The energy over elements is the energy of an atom in a chosen structure less its energy in the standard state of the same element. Here the chosen structure is omega, a hexagonal arrangement best known from titanium and zirconium under pressure. Each solid was relaxed within that symmetry with the density functional PBEsol. A positive value is the price of forcing the element out of its usual structure.

Elements of the p block in the omega structure (P6/mmm, No. 191), with cell and atoms relaxed within that symmetry. Calculated with Ansatz 0.2.0 using PBEsol, plane-wave PAW, scalar-relativistic, without spin polarisation, cutoff 420 eV, Gaussian smearing 0.1 eV and k meshes from 12×12×14 to 12×12×28. Energies are relative to the elements' standard states.

```
element   Z  valence electrons  volume per atom (Å³)  shortest distance (Å)  energy over elements (eV/atom)
      B   5                  3                  8.11                  1.602                           1.144
     Al  13                  3                 16.79                  2.769                           0.120
     Si  14                  4                 14.37                  2.574                           0.374
      P  15                  5                 13.79                  2.487                           0.527
     Ge  32                  4                 18.37                  2.772                           0.267
     Sn  50                  4                 26.29                  3.207                           0.033
```

Every value is positive, but the prices differ greatly. Along the row from aluminium through silicon to phosphorus they rise, and down the column from silicon through germanium to tin they fall almost to nothing. Boron, which has as many valence electrons as aluminium, pays about 1 eV more. The electron count alone therefore does not set the price. What matters is the kind of bonding that each element has to give up.

Omega offers much the same surroundings to every element here except boron, which is treated below. Triangular layers alternate with honeycomb layers, and every atom also belongs to a straight chain that runs across the layers. In silicon an atom of the honeycomb has three neighbours at 2.54 Å, two along the chain at 2.57 Å and six more at 2.85 Å. The printed shortest distance is not always the nearest contact. In aluminium, silicon, germanium and tin it is the spacing along the chain, while the contact within the honeycomb is shorter: in relaxed tin it is 3.08 Å, against 3.207 Å along the chain. The contacts and axial ratios in the printed output of the analysis belong to the starting cells for boron, phosphorus, germanium and tin. After relaxation the honeycomb contact is 2.42 Å in boron and 2.53 Å in phosphorus, the spacing along the chain is the distance in the table, and germanium is almost unchanged. So many similar contacts suit a metal, whose electrons are shared among all neighbours, and the band gap is indeed zero throughout.

Silicon shows what such a structure destroys. In its diamond structure each atom has four neighbours, and its four electrons supply exactly half of four two-electron bonds. The bonding states are full, the antibonding states are empty, and a gap lies between them. In omega there are too many neighbours for one electron pair per contact, the directions no longer fit, and the gap is gone. The open network collapses as well: the volume per atom falls from roughly 20 Å³ in diamond-type silicon to 14.37 Å³. The price of all this is 0.374 eV per atom.

Aluminium has no such network to lose. It is already a close-packed metal with nearly free electrons, whose energy depends far more on the density than on the exact directions of the neighbours. Its volume in omega is within a few per cent of the usual one. The remaining price of 0.120 eV is that of a less favourable packing, not of broken covalent bonds.

Phosphorus stands on the other side of silicon. With five electrons it normally forms three short bonds and keeps a lone pair, which completes its octet. Omega cannot give every atom three near neighbours, and its symmetry was kept during the relaxation. Theory then expects some of the electrons to enter antibonding states, which an atom would normally avoid by moving towards three of its neighbours. This would account for the higher price of 0.527 eV, and it also suggests that the relaxed cell may be a saddle rather than a true minimum.

Down group 14 the electron count stays at four and each element has a tetrahedral form of the same type, yet the price drops. The simplest explanation would be that all bonds weaken, so that every energy difference shrinks in proportion. This can be put to a test. Let E be the energy over elements and C the cohesive energy, which is the energy needed to separate the solid into free atoms. If the price were a fixed share of C, and silicon set that share, then for an element X

E(X) ≈ E(Si) × C(X) / C(Si)

Rough values of C are 4.6 eV for silicon, 3.9 eV for germanium and 3.1 eV for tin. For tin this gives

E(Sn) ≈ 0.374 eV × 3.1 / 4.6 ≈ 0.25 eV

The calculation gives 0.033 eV, nearly eight times less. For germanium the same rule gives 0.32 eV against a computed 0.267 eV, which is too high by about a fifth. Silicon fixed the share and is no test, but the other two rows both fall below the rule, and tin falls far below it. Weaker bonding overall would thus give about half of the fall from silicon to germanium, but only about a third of the fall from silicon to tin. The balance between the two kinds of bonding must itself shift.

Standard bonding theory offers a reason for the shift, though the table does not test it. To form four equal bonds, an atom has to raise an s electron to the level of the p electrons, and the bonds have to repay that cost. From silicon to tin the bonds grow longer and the overlap of the orbitals weakens, so the repayment shrinks. The gap between the s and p levels does not shrink in step. A dense metal asks for less of this promotion, because its s electrons can stay largely in low-lying s-like states. The advantage of the tetrahedral network is the small difference between a large gain and a large cost, and such a difference can fade much faster than either of them.

Tin has reached the point where the two are nearly equal. The element itself reflects this, since it has a tetrahedral grey form and a denser metallic white form that lie close in energy. Which of them served as the reference is not stated. The price is small either way, but the factor of nearly eight found above could change with that choice. The computed 0.033 eV should be read in the same spirit, as near-equality. PBEsol tends to favour dense structures somewhat, it was run here on PAW datasets made for another functional, PBE, and the energies leave out temperature and zero-point motion. A shift of a few hundredths of an eV from such causes would matter here, whereas it would leave silicon's price clearly standing.

Boron is the irregular row. Its cell has the symmetry of omega but not the usual proportions: it is so short along one axis that the atoms form chains with a spacing of 1.60 Å, about 2.4 Å apart. The starting cell already had this shape, and the relaxation hardly changed it, so the run does not show a collapse from ordinary omega. Comparing it with aluminium therefore means comparing two different kinds of bonding, not two elements in the same one. Nor does it show which shape is cheaper. A relaxation settles near its start, and boron with the proportions of the other rows was not tested, so the price belongs to the chains and might be lower in another omega cell. A likely reason why such short chains can persist is the small size of the boron atom, whose 2s and 2p orbitals overlap strongly only at short range, so that two close neighbours serve it better than many distant ones.

The chains are still a poor substitute for what boron has lost. With three electrons for four orbitals, boron normally builds cages in which one electron pair holds several atoms together, and each atom has five or more close neighbours. A chain leaves it with two. That loss fits the highest price in the table, 1.144 eV. Dispersion forces between the chains were left out, but they usually amount to a tenth of an eV per atom or less and would not change boron's place.

For electronic devices the message concerns the channel materials. Silicon and germanium are useful there because of the gap that their tetrahedral network opens, and the prices in the table show that this network is well favoured over a metallic packing such as omega. In tin that preference has almost vanished. Adding tin to germanium to narrow its gap therefore moves towards an element that holds the tetrahedral structure only weakly, although the numbers here are for the pure elements.
